\section*{Appendix: Defect-centric statistics of a HfO$_2$ stack with interlayer and high-$k$ defects}

\subsection*{One defect population}

Let $V=|\Delta V_{\mathrm{th}}|$ be the threshold shift of one transistor after bias temperature stress, with all charged defects shifting the threshold in the same direction. The defect-centric model (Kaczer and co-workers, 2010) makes three assumptions. The number $n$ of charged defects is Poisson distributed with mean $N$. Each defect contributes an exponentially distributed step of mean $\eta$. The steps are independent and additive. The sum of $n\ge1$ steps has the gamma density $V^{n-1}e^{-V/\eta}/[\eta^n(n-1)!]$, and the Poisson average reproduces the power series of the modified Bessel function $I_1$:
\begin{equation}
p(V)=e^{-N}\delta(V)+g(V),\qquad
g(V)=e^{-N-V/\eta}\sqrt{\frac{N}{\eta V}}\;I_1\!\left(2\sqrt{\frac{NV}{\eta}}\right).
\label{eq:pdf}
\end{equation}
The delta function has its full weight at $V=0$ and counts devices without a charged defect. One step has $\langle e^{sV}\rangle=1/(1-s\eta)$ for $s<1/\eta$, so the cumulant generating function and the cumulants are
\begin{equation}
K(s)=\ln\langle e^{sV}\rangle=\frac{Ns\eta}{1-s\eta},\qquad \kappa_m=m!\,N\eta^m .
\label{eq:cgf}
\end{equation}
The mean is $\mu=N\eta$, the variance is $\sigma^2=2N\eta^2$ and the skewness is $\gamma=\kappa_3/\sigma^3=3/\sqrt{2N}$. The probability of exceeding a limit $V>0$ is
\begin{equation}
P(V)=\sum_{n\ge1}\frac{e^{-N}N^n}{n!}\,\frac{\Gamma(n,V/\eta)}{(n-1)!},
\label{eq:tail}
\end{equation}
with $\Gamma(n,x)$ the upper incomplete gamma function. The Chernoff inequality gives $P(V)\le e^{K(s)-sV}$ for $0<s<1/\eta$. With $u=1-s\eta$ the exponent is $N(1/u-1)-(V/\eta)(1-u)$, which is smallest at $u=\sqrt{\mu/V}$. This point has $s>0$ only when $V>\mu$, and there
\begin{equation}
P(V)\le e^{-E},\qquad
E=\left(\sqrt{V/\eta}-\sqrt{N}\right)^2=\frac{(\sqrt V-\sqrt\mu)^2}{\eta}.
\label{eq:bound}
\end{equation}
At fixed mean shift and fixed limit, $E$ is inversely proportional to $\eta$.

\subsection*{Two populations}

In a SiO$_2$/HfO$_2$ stack the interlayer (IL) defects lie closer to the channel than the high-$k$ (HK) defects and give larger steps. For independent populations the functions $K_i$ add. Let $f$ be the IL share of the mean, so that $\mu_{\mathrm{IL}}=f\mu$ and $\mu_{\mathrm{HK}}=(1-f)\mu$. Then
\begin{equation}
\sigma^2=2\mu\,\eta_{\mathrm{eff}},\qquad
\eta_{\mathrm{eff}}=f\eta_{\mathrm{IL}}+(1-f)\eta_{\mathrm{HK}},\qquad
\kappa_3=6\mu\eta_{\mathrm{eff}}^2+6\mu f(1-f)(\eta_{\mathrm{IL}}-\eta_{\mathrm{HK}})^2 .
\label{eq:bimom}
\end{equation}
A single-mode description matched to mean and variance has $\eta_{\mathrm{eff}}=\sigma^2/(2\mu)$ and $N_{\mathrm{eff}}=\mu/\eta_{\mathrm{eff}}$. It contains only the first term of $\kappa_3$ and therefore understates the skewness whenever $0<f<1$. Conditioning on the HK contribution $y$ gives the tail of the two-mode model,
\begin{equation}
P(V)=P_{\mathrm{HK}}(V)+e^{-N_{\mathrm{HK}}}P_{\mathrm{IL}}(V)+\int_0^V g_{\mathrm{HK}}(y)\,P_{\mathrm{IL}}(V-y)\,dy .
\label{eq:conv}
\end{equation}
The Chernoff exponent follows from one root $s^*$, with $u_i=1-s^*\eta_i$ and $0<s^*<1/\eta_{\mathrm{IL}}$ when both modes are present:
\begin{equation}
\sum_i\frac{\mu_i}{u_i^2}=V,\qquad E=s^*V-s^*\sum_i\frac{\mu_i}{u_i}.
\label{eq:saddle}
\end{equation}

\subsection*{Inputs}

The mean step is taken as the charge-sheet value times an enhancement factor $\beta$ for non-uniform current flow in the channel,
\begin{equation}
\eta_i=\beta\,\frac{q\,t_i}{3.9\,\varepsilon_0A},
\label{eq:eta}
\end{equation}
where $t_i$ is the SiO$_2$-equivalent distance from the charge to the gate and $q/(3.9\varepsilon_0)=4.64$~V\,nm. The illustrative stack has 0.6~nm of SiO$_2$ and 2.0~nm of HfO$_2$, with typical relative permittivities of 3.9 and 20, and an area $A=2000$~nm$^2$. The factor $\beta$ is typically of order one to two, and $\beta=2$ is assumed for both layers. The HfO$_2$ contributes 0.39~nm of equivalent thickness. Charges at the centre of each layer have $t_{\mathrm{IL}}=0.69$~nm and $t_{\mathrm{HK}}=0.195$~nm, which gives $\eta_{\mathrm{IL}}=3.2$~mV and $\eta_{\mathrm{HK}}=0.90$~mV. These rounded values are used from here on. The inputs were chosen so that the steps fall in the range of about one to a few millivolts that is typical of transistors of this size.

All cases share $\mu=28.8$~mV and the limit $V=80$~mV, so that $\sqrt{\mu/V}=0.6$ and $(\sqrt V-\sqrt\mu)^2=12.8$~mV. The mean corresponds to 9 IL defects ($4.5\times10^{11}$~cm$^{-2}$) or to 32 HK defects ($1.6\times10^{12}$~cm$^{-2}$). Large $f$ resembles negative-bias stress of p-channel devices, where hole trapping at or near the interlayer usually dominates. Small $f$ resembles positive-bias stress of n-channel devices, where electron trapping in the HfO$_2$ usually dominates. Time-zero variability is excluded, since $V$ is the shift of each device from its own initial threshold.

\subsection*{Comparison of four regimes}

\begin{center}
\begin{tabular}{lcccc}
\hline
IL share $f$ & 1 & 1/2 & 1/4 & 0\\
\hline
$N_{\mathrm{IL}}$, $N_{\mathrm{HK}}$ & 9, 0 & 4.5, 16 & 2.25, 24 & 0, 32\\
$\eta_{\mathrm{eff}}$ (mV) & 3.20 & 2.05 & 1.475 & 0.90\\
$\sigma$ (mV) & 13.6 & 10.9 & 9.2 & 7.2\\
$\gamma$, two modes & 0.707 & 0.744 & 0.699 & 0.375\\
$\gamma$, matched single mode & 0.707 & 0.566 & 0.480 & 0.375\\
$E$, Eqs.~(\ref{eq:bound}), (\ref{eq:saddle}) & 4.00 & 5.39 & 6.76 & 14.22\\
Bound $e^{-E}$ & $1.8\times10^{-2}$ & $4.6\times10^{-3}$ & $1.2\times10^{-3}$ & $6.7\times10^{-7}$\\
$P$, Eqs.~(\ref{eq:tail}), (\ref{eq:conv}) & $1.8\times10^{-3}$ & $3.5\times10^{-4}$ & $7.3\times10^{-5}$ & $3.7\times10^{-8}$\\
$P$, matched single mode & $1.8\times10^{-3}$ & $1.6\times10^{-4}$ & $1.2\times10^{-5}$ & $3.7\times10^{-8}$\\
$P$, normal with same $\mu,\sigma$ & $8.1\times10^{-5}$ & $1.2\times10^{-6}$ & $1.4\times10^{-8}$ & $5.8\times10^{-13}$\\
\hline
\end{tabular}
\end{center}

\paragraph{Pure regimes.} The two outer columns have the same mean, their widths differ by less than a factor of two, and their tails differ by more than four decades. Equation~(\ref{eq:bound}) explains this. The width grows as $\sqrt\eta$, whereas $\eta$ divides the exponent, $E=12.8~\mathrm{mV}/\eta$. Many small steps average out, and a few large steps do not. The delta function plays no part in the tail, and its largest weight in the table is $e^{-9}=1.2\times10^{-4}$. The bound exceeds $P$ by a factor of 10 at $f=1$ and of 18 at $f=0$. It tracks the trend over several decades but is too loose to serve as a failure fraction.

\paragraph{Mixed regimes.} The width changes smoothly, because $\sigma^2$ is linear in $f$. The tail does not: adding a quarter of IL shift to the pure HK case raises $P$ by more than three decades, while the remaining three quarters add less than two. The cumulant $\kappa_m$ weights each mode by $\mu_i\eta_i^{m-1}$, so higher cumulants belong increasingly to the large steps. At $f=1/4$ the interlayer carries 25\% of the mean and 54\% of the variance. The skewness is not monotonic in $f$, and at $f=1/2$ it exceeds both pure values.

Equation~(\ref{eq:saddle}) also describes the devices near the limit. Weighting the distribution by $e^{s^*V}$ centres it on the limit and leaves each mode in the Poisson-exponential family, with $N_i\to N_i/u_i$ and $\eta_i\to\eta_i/u_i$. At $f=1/4$ the root has $u_{\mathrm{IL}}=0.386$ and $u_{\mathrm{HK}}=0.827$. In the weighted ensemble a device holds on average 5.8 IL defects with 8.3~mV steps and 29.0 HK defects with 1.09~mV steps. The interlayer supplies 48.4~mV of the 80~mV, or 61\%, and the high-$k$ layer supplies 31.6~mV.

\paragraph{Matched descriptions.} The single mode matched to $\mu$ and $\sigma$ lies below the two-mode tail by a factor of 2.3 at $f=1/2$ and 6.2 at $f=1/4$, in the direction set by the missing term of $\kappa_3$. The shortfall grows without limit at large $V$. One IL defect suffices to give $P(V)\ge(1-e^{-N_{\mathrm{IL}}})e^{-V/\eta_{\mathrm{IL}}}$, whereas the matched mode decays with leading factor $e^{-V/\eta_{\mathrm{eff}}}$ and $\eta_{\mathrm{eff}}<\eta_{\mathrm{IL}}$. Equation~(\ref{eq:bound}) evaluated with $\eta_{\mathrm{eff}}$ is therefore no guaranteed bound for a bimodal stack. At $f=1/4$ and 80~mV it gives $1.7\times10^{-4}$, still above $P$, and at sufficiently large $V$ it falls below. The normal distribution has $\kappa_3=0$ and an exponent quadratic in $V$, and it lies lower still in every column.

\paragraph{Area.} At fixed areal densities, $A\to\lambda A$ gives $N_i\to\lambda N_i$ and $\eta_i\to\eta_i/\lambda$. Then $K(s)\to\lambda K(s/\lambda)$, the mean is unchanged, and $E\to\lambda E$ for any $f$. For $f=1/4$ the bound becomes $1.3\times10^{-6}$ at twice the area and $3.4\times10^{-2}$ at half of it.

\subsection*{Sensitivity to the assumptions}

The probabilities are those of the model with these inputs, and their two figures do not carry over to a real stack. At $f=0$, a 10\% larger $\eta_{\mathrm{HK}}$ at fixed mean lowers $E$ from 14.22 to 12.93 and raises the bound by a factor of 3.6. Placing all charges at the layer centre matters more. If the defects are spread uniformly in depth and each depth has its own exponential law by Eq.~(\ref{eq:eta}), the variance becomes $2N\langle\eta^2\rangle$. This is an increase of 6\% for the interlayer, where $t$ runs from 0.39 to 0.99~nm, and a factor of $4/3$ for the HfO$_2$, where $\eta$ runs from zero to $b=1.8$~mV. Averaging Eq.~(\ref{eq:cgf}) over that range gives
\begin{equation}
K(s)=N\left[-\frac{\ln(1-sb)}{sb}-1\right],
\end{equation}
and maximising $sV-K(s)$ for $N=32$ yields $E=10.0$ in place of 14.22. This change is larger than the whole variation of $E$ between $f=1$ and $f=1/4$. The order of the four columns in $E$ survives, and the pure HK column is the least secure in magnitude, because its tail is controlled by the defects nearest the interlayer and not by the average depth.